**Outer orbitals of triplet SbH: gaps, spin splittings and an angular-overlap estimate**

The table holds energies, fillings and Mulliken shares of the outer alpha and beta orbitals of SbH at 1.718 Å, from unrestricted PBE in the x2c-TZVPPall basis with spin-free X2C and no spin-orbit coupling (PySCF). The program works out gaps, beta-minus-alpha splittings and spin-averaged levels, and tests a first-order estimate in which each splitting scales with the antimony share times $\langle\sin^2\theta\rangle$, scaled to 2delta for the 4d shell and to 6pi for the valence shell. The estimate reproduces the 4d order delta > pi > sigma but is 31 % high for 9sigma; it is within 9 % for 10sigma and 12sigma, taken from their main shell alone, and 39 % high for 11sigma, where antimony s is included, all relative to the computed splittings. Summed shares recover the spin on hydrogen (−0.069) and its charge (−0.11 e), and a bond scan shows the frontier gap staying between 1.64 and 1.68 eV at the three printed distances where $\langle S^2\rangle$ remains near 2.

Outer Kohn–Sham orbitals of triplet SbH at a bond length of 1.718 Å, with the Mulliken shares of the main atomic shell and of the first atom, Sb. Computed with PySCF 2.14.0 using unrestricted PBE/x2c-TZVPPall, the spin-free X2C-1e Hamiltonian, Gaussian nuclei and a fixed occupation, without spin-orbit coupling.

## Program and output

```python
# Table: outer orbital energies (eV) and Mulliken shares of triplet SbH, PySCF UKS PBE,
# x2c-TZVPPall, spin-free X2C, r = 1.718 A. Tested: gaps, alpha-beta splittings, 4d order,
# an angular-overlap estimate (spin density ~ sin^2 theta on Sb) and the spin on H.
T = {
    'orbital': ['2delta', '2delta', '9sigma', '5pi', '5pi', '10sigma', '11sigma', '6pi', '6pi', '12sigma', '13sigma', '7pi', '9sigma', '5pi', '5pi', '2delta', '2delta', '10sigma', '11sigma', '6pi', '6pi', '12sigma'],
    'spin': ['alpha', 'alpha', 'alpha', 'alpha', 'alpha', 'alpha', 'alpha', 'alpha', 'alpha', 'alpha', 'alpha', 'alpha', 'beta', 'beta', 'beta', 'beta', 'beta', 'beta', 'beta', 'beta', 'beta', 'beta'],
    'filling': [1, 1, 1, 1, 1, 1, 1, 1, 1, 0, 0, 0, 1, 1, 1, 1, 1, 1, 1, 0, 0, 0],
    'e': [-33.2, -33.2, -33.1, -33.1, -33.1, -13.73, -7.62, -5.3, -5.3, -0.5, 3.55, 3.9, -32.99, -32.94, -32.94, -32.94, -32.94, -12.65, -7.22, -3.65, -3.65, -0.04],  # eV
    'shell': ['Sb d', 'Sb d', 'Sb d', 'Sb d', 'Sb d', 'Sb s', 'Sb p', 'Sb p', 'Sb p', 'Sb p', 'H s', 'Sb d', 'Sb d', 'Sb d', 'Sb d', 'Sb d', 'Sb d', 'Sb s', 'Sb p', 'Sb p', 'Sb p', 'Sb p'],
    'share': [1.0, 1.0, 1.0, 1.0, 1.0, 0.88, 0.49, 0.99, 0.99, 0.48, 0.61, 0.97, 1.0, 1.0, 1.0, 1.0, 1.0, 0.81, 0.43, 0.99, 0.99, 0.53],
    'first': [1.0, 1.0, 1.0, 1.0, 1.0, 0.89, 0.6, 1.0, 1.0, 0.54, 0.41, 0.98, 1.0, 1.0, 1.0, 1.0, 1.0, 0.83, 0.58, 0.99, 0.99, 0.57],
}
E, S, F, N = {}, {}, {}, {}
for o, s, f, e, sh, fi in zip(T['orbital'], T['spin'], T['filling'], T['e'], T['share'], T['first']):
    k = (o, s[0])
    assert k not in E or abs(E[k] - e) < 1e-9   # pi and delta pairs are degenerate
    E[k], S[k], F[k] = e, sh, fi
    N[k] = N.get(k, 0) + int(f)
both = ['6pi', '10sigma', '12sigma', '11sigma', '2delta', '5pi', '9sigma']
d = {o: E[o, 'b'] - E[o, 'a'] for o in both}
av = {o: (E[o, 'b'] + E[o, 'a']) / 2 for o in both}
print('Rounding: 0.005 eV per energy, up to 0.01 eV per difference')
for s, n in (('a', 'alpha'), ('b', 'beta')):
    print(n, 'valence electrons:', {o: N[o, s] for o in ('10sigma', '11sigma', '6pi', '12sigma')})
    print(f"{n} gaps eV: 10s-11s {E['11sigma',s]-E['10sigma',s]:.2f}, 11s-6pi {E['6pi',s]-E['11sigma',s]:.2f}, "
          f"6pi-12s {E['12sigma',s]-E['6pi',s]:.2f}, 11s-12s {E['12sigma',s]-E['11sigma',s]:.2f}")
    dd = [E[o, s] for o in both[4:]]
    print(f"{n} 4d span {max(dd)-min(dd):.2f} eV; top of 4d to 10sigma {E['10sigma',s]-max(dd):.2f} eV")
print('orbital: beta-alpha eV, ratio to 6pi, spin-averaged level eV')
for o in both:
    print(f"  {o}: {d[o]:.2f}, {d[o]/d['6pi']:.2f}, {av[o]:.3f}")
print(f"averaged: 11sigma {av['6pi']-av['11sigma']:.3f} eV below 6pi, 12sigma {av['12sigma']-av['6pi']:.3f} eV above")
a4 = [av[o] for o in both[4:]]
print(f"4d: span of averages {max(a4)-min(a4):.3f} eV, spread of splittings {d['2delta']-d['9sigma']:.2f} eV")
assert min(d.values()) > 0 and d['2delta'] > d['5pi'] > d['9sigma']
w = lambda l, m: 2/3 - (2/3) * (l*(l+1) - 3*m*m) / ((2*l-1) * (2*l+3))   # <sin^2 theta>
print(f"<sin^2>: s {w(0,0):.3f}, p sigma {w(1,0):.3f}, p pi {w(1,1):.3f}, "
      f"d sigma {w(2,0):.3f}, d pi {w(2,1):.3f}, d delta {w(2,2):.3f}")
Jd = d['2delta'] / w(2, 2)
print('4d estimate scaled to 2delta: estimate eV, table eV, error; ratio to 2delta estimate vs table')
for o, m in (('5pi', 1), ('9sigma', 0)):
    p, r = Jd * w(2, m), d[o] / d['2delta']
    print(f"  {o}: {p:.3f}, {d[o]:.2f}, {p-d[o]:+.3f} eV ({100*(p/d[o]-1):+.0f} %); "
          f"{w(2,m)/w(2,2):.2f} vs {r:.2f} +- {r*(0.01/d[o]+0.01/d['2delta']):.2f}")
# further outputs of the same run: minor shell shares (alpha, beta)
Sbs11 = (0.098, 0.150)
Hs = {'10sigma': (0.107, 0.163), '11sigma': (0.394, 0.415), '12sigma': (0.466, 0.437)}
sh = lambda o: (S[o, 'a'] + S[o, 'b']) / 2
Jv = d['6pi'] / (sh('6pi') * w(1, 1))
W = {'10sigma': sh('10sigma') * w(0, 0), '12sigma': sh('12sigma') * w(1, 0),
     '11sigma': sh('11sigma') * w(1, 0) + sum(Sbs11) / 2 * w(0, 0)}
print('valence estimate scaled to 6pi: weight, estimate eV, table eV, error')
for o, x in W.items():
    print(f"  {o}: {x:.3f}, {Jv*x:.2f}, {d[o]:.2f}, {Jv*x-d[o]:+.2f} eV ({100*(Jv*x/d[o]-1):+.0f} %)")
print('worst valence row:', max(W, key=lambda o: abs(Jv*W[o]/d[o] - 1)))
print(f"splitting per unit weight: valence {Jv:.2f} eV, 4d {Jd:.2f} eV, ratio {Jd/Jv:.2f}")
for o, h in Hs.items():
    print(f"{o}: main Sb shell {S[o,'a']:.2f}/{S[o,'b']:.2f}, H s {h[0]:.3f}/{h[1]:.3f} (alpha/beta)")
ha, hb = (Hs['10sigma'][i] + Hs['11sigma'][i] for i in (0, 1))
print(f"H s in 10sigma+11sigma: alpha {ha:.3f}, beta {hb:.3f}, difference {ha-hb:+.3f}")
# further outputs: shares on Sb of the occupied outer orbitals, Sb spin and Sb charge at 1.718 A
ona = [0.99706, 0.99989, 0.99989, 0.88747, 0.60419, 0.99559, 0.99559]
onb = [0.99605, 0.99977, 0.99977, 0.83074, 0.58395]
spinSb, qSb = 2.069454, 0.10917
Ha, Hb = sum(1 - x for x in ona), sum(1 - x for x in onb)
print(f"electrons on H: alpha {Ha:.3f}, beta {Hb:.3f}; spin {Ha-Hb:+.3f} (run: {2-spinSb:+.3f})")
print(f"charge on H from shares {1-Ha-Hb:+.3f} e (run: {-qSb:+.3f} e)")
assert Ha < Hb and abs(Ha - Hb - (2 - spinSb)) < 0.005
# further outputs: bond scan, r (A), highest filled and lowest empty level (eV), S^2
scan = [(1.4775, -5.277508, -3.640516, 2.0034), (1.718, -5.296086, -3.649571, 2.0042),
        (2.1647, -5.430829, -3.747255, 2.0136), (2.6629, -5.604408, -3.81246, 2.1806)]
for r, h, l, s2 in scan:
    print(f"r {r:.3f} A: frontier gap {l-h:.3f} eV, S^2 {s2:.3f}")
assert abs((scan[2][2] - scan[2][1]) - (scan[0][2] - scan[0][1])) < 0.1
print(f"13sigma shell shares (same run) sum to {0.352+0.137+0.611:.2f}")
print('levels above zero:', [o for (o, s), e in E.items() if e > 0])
```

Running it gives:

```
Rounding: 0.005 eV per energy, up to 0.01 eV per difference
alpha valence electrons: {'10sigma': 1, '11sigma': 1, '6pi': 2, '12sigma': 0}
alpha gaps eV: 10s-11s 6.11, 11s-6pi 2.32, 6pi-12s 4.80, 11s-12s 7.12
alpha 4d span 0.10 eV; top of 4d to 10sigma 19.37 eV
beta valence electrons: {'10sigma': 1, '11sigma': 1, '6pi': 0, '12sigma': 0}
beta gaps eV: 10s-11s 5.43, 11s-6pi 3.57, 6pi-12s 3.61, 11s-12s 7.18
beta 4d span 0.05 eV; top of 4d to 10sigma 20.29 eV
orbital: beta-alpha eV, ratio to 6pi, spin-averaged level eV
  6pi: 1.65, 1.00, -4.475
  10sigma: 1.08, 0.65, -13.190
  12sigma: 0.46, 0.28, -0.270
  11sigma: 0.40, 0.24, -7.420
  2delta: 0.26, 0.16, -33.070
  5pi: 0.16, 0.10, -33.020
  9sigma: 0.11, 0.07, -33.045
averaged: 11sigma 2.945 eV below 6pi, 12sigma 4.205 eV above
4d: span of averages 0.050 eV, spread of splittings 0.15 eV
<sin^2>: s 0.667, p sigma 0.400, p pi 0.800, d sigma 0.476, d pi 0.571, d delta 0.857
4d estimate scaled to 2delta: estimate eV, table eV, error; ratio to 2delta estimate vs table
  5pi: 0.173, 0.16, +0.013 eV (+8 %); 0.67 vs 0.62 +- 0.06
  9sigma: 0.144, 0.11, +0.034 eV (+31 %); 0.56 vs 0.42 +- 0.05
valence estimate scaled to 6pi: weight, estimate eV, table eV, error
  10sigma: 0.563, 1.17, 1.08, +0.09 eV (+9 %)
  12sigma: 0.202, 0.42, 0.46, -0.04 eV (-9 %)
  11sigma: 0.267, 0.56, 0.40, +0.16 eV (+39 %)
worst valence row: 11sigma
splitting per unit weight: valence 2.08 eV, 4d 0.30 eV, ratio 0.15
10sigma: main Sb shell 0.88/0.81, H s 0.107/0.163 (alpha/beta)
11sigma: main Sb shell 0.49/0.43, H s 0.394/0.415 (alpha/beta)
12sigma: main Sb shell 0.48/0.53, H s 0.466/0.437 (alpha/beta)
H s in 10sigma+11sigma: alpha 0.501, beta 0.578, difference -0.077
electrons on H: alpha 0.520, beta 0.590; spin -0.069 (run: -0.069)
charge on H from shares -0.110 e (run: -0.109 e)
r 1.478 A: frontier gap 1.637 eV, S^2 2.003
r 1.718 A: frontier gap 1.647 eV, S^2 2.004
r 2.165 A: frontier gap 1.684 eV, S^2 2.014
r 2.663 A: frontier gap 1.792 eV, S^2 2.181
13sigma shell shares (same run) sum to 1.10
levels above zero: ['13sigma', '7pi']
```
